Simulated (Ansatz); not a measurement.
A series in volume scale on Sn

All results are calculated (Ansatz 0.2.0). Free energy against uniform scaling of the volume at fixed shape and fractions; periodic cell, basis, potentials, k mesh and filling as listed.

The cell before it is scaled or strained (space group Im-3m, No. 229):
```
CELL_PARAMETERS angstrom
-1.90090 1.90090 1.90090
1.90090 -1.90090 1.90090
1.90090 1.90090 -1.90090
ATOMIC_POSITIONS crystal
Sn 0.00000 0.00000 0.00000
```

Settings of every row: functional PBEsol; dispersion D4; potentials PAW; wave cutoff 517.02 eV; density cutoff 2068.1 eV; k mesh 11x11x11; k shift 0x0x0; occupations fermi dirac; smearing width 0.15 eV; spin none; SCF threshold exponent -9.

Limits: coarse k mesh, up to 40 meV an atom off; minimum outside the range; stress loosely converged; the cell comes from a prototype or a list of computed structures and needn't be the stable phase.

```
row  volume scale  V (Å³/atom)  pressure (GPa)  energy above lowest point (meV/atom)
  1        0.9406       25.843               ?                                     ?
  2        0.9703       26.659           -2.24                                   7.4
  3             1       27.475            -3.6                                  22.4
  4        1.0297       28.291           -4.73                                  43.7
  5        1.0594       29.107           -5.67                                  70.3
```

Question: what pressure should row 1 give?

Worked fit of pressure. Take u = (V_r/V)^(2/3) − 1 with V_r = 27.883 Å³ an atom, which is twice the finite (Eulerian) strain; such expansions in the strain, on which the Birch-Murnaghan equation of state is built, carry the rest volume and the bulk modulus. The shown rows have u = 0.03038, 0.00988, -0.00964, -0.02823. Least squares give pressure = −4.191 + 58.06 × u + 202.3 × u² GPa; a straight line predicts inner rows, each left out in turn, worse (root mean square 0.11 against 0.0048 GPa). All shown rows lie on it to the printed digit. The withheld row has u = 0.05196, so the fit gives −4.191 + 58.06 × (0.05196) + 202.3 × (0.05196)² = -0.63 GPa.

The calculation gave -0.6 GPa. The fit lies 0.03 GPa (5 % of the value, 0.59 % of the column's range) below it; its largest miss of a shown row is 0.00 GPa. This row lies beyond the range of the fit.

The other values of row 1: energy above lowest point 0 meV/atom.
